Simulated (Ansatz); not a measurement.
## SiH3Cl (SMILES [H][Si]([H])([H])Cl): where methods fail along a bond

The species is SiH3Cl (5 atoms), meant as a singlet with charge 0. SMILES: `[H][Si]([H])([H])Cl`. The coordinates come from a GFN2-xTB relaxation.

```xyz
5

Si    0.0003    0.0019   -0.1294
Cl    0.0107   -0.0208    1.8806
H     1.3823    0.0112   -0.5949
H    -0.7007    1.2037   -0.5665
H    -0.6925   -1.1960   -0.5898
```

The Si1–Cl2 distance is scanned; the parts on either side stay rigid. Basis STO-3G, 10 core orbitals frozen in the correlated methods; program Ansatz 0.2.0. FCI is exact within this basis and core. Energies in eV from each method's value at 2.010 Å; methods without a U are spin-restricted. The shape above is that at 2.010 Å.

```tsv
distance (Å)	HF	BLYP	revPBE	r2SCAN	PBE0	CAM-B3LYP	FCI
2.010	0.00	0.00	0.00	0.00	0.00	0.00	0.00
2.513	1.32	0.77	0.84	0.98	1.08	1.11	1.03
3.015	3.91	2.62	2.72	3.01	3.24	3.35	3.10
4.020	7.05	4.71	4.81	5.25	5.67	6.04	4.51
5.025	8.05	5.19	5.28	5.75	6.29	6.84	4.54
```

Departure from the FCI curve at its largest: HF +3.51 eV at 5.03 Å; BLYP +0.65 eV at 5.03 Å; revPBE +0.74 eV at 5.03 Å; r2SCAN +1.21 eV at 5.03 Å; PBE0 +1.75 eV at 5.03 Å; CAM-B3LYP +2.29 eV at 5.03 Å. Restricted functionals keep the electrons paired too, and rise too high. Restricted Hartree–Fock keeps the electrons paired, so it rises far too high as the bond breaks.

The FCI curve is nearly flat beyond 4.020 Å, as expected once the Si–Cl bond has separated into silyl and chlorine radicals, while every restricted curve is still climbing. As the σ and σ* orbitals approach degeneracy, the singlet needs both closed-shell configurations. A single doubly occupied σ orbital instead retains ionic terms that should vanish for neutral fragments. The failure is therefore one of static correlation.

At every stretched distance the energies rise from BLYP through revPBE, r2SCAN, PBE0 and CAM-B3LYP to HF, probably because localised semilocal exchange holes mimic some left–right correlation that exact exchange lacks. BLYP's smallest final error does not make it reliable along the whole path: BLYP, revPBE and r2SCAN lie below FCI at 2.513 and 3.015 Å, then cross above it. Their modest errors at intermediate stretch thus partly reflect a change of sign. The FCI plateau serves as a reference for these errors, not as a quantitative Si–Cl bond energy, since a minimal basis describes polarisation of the bond poorly.
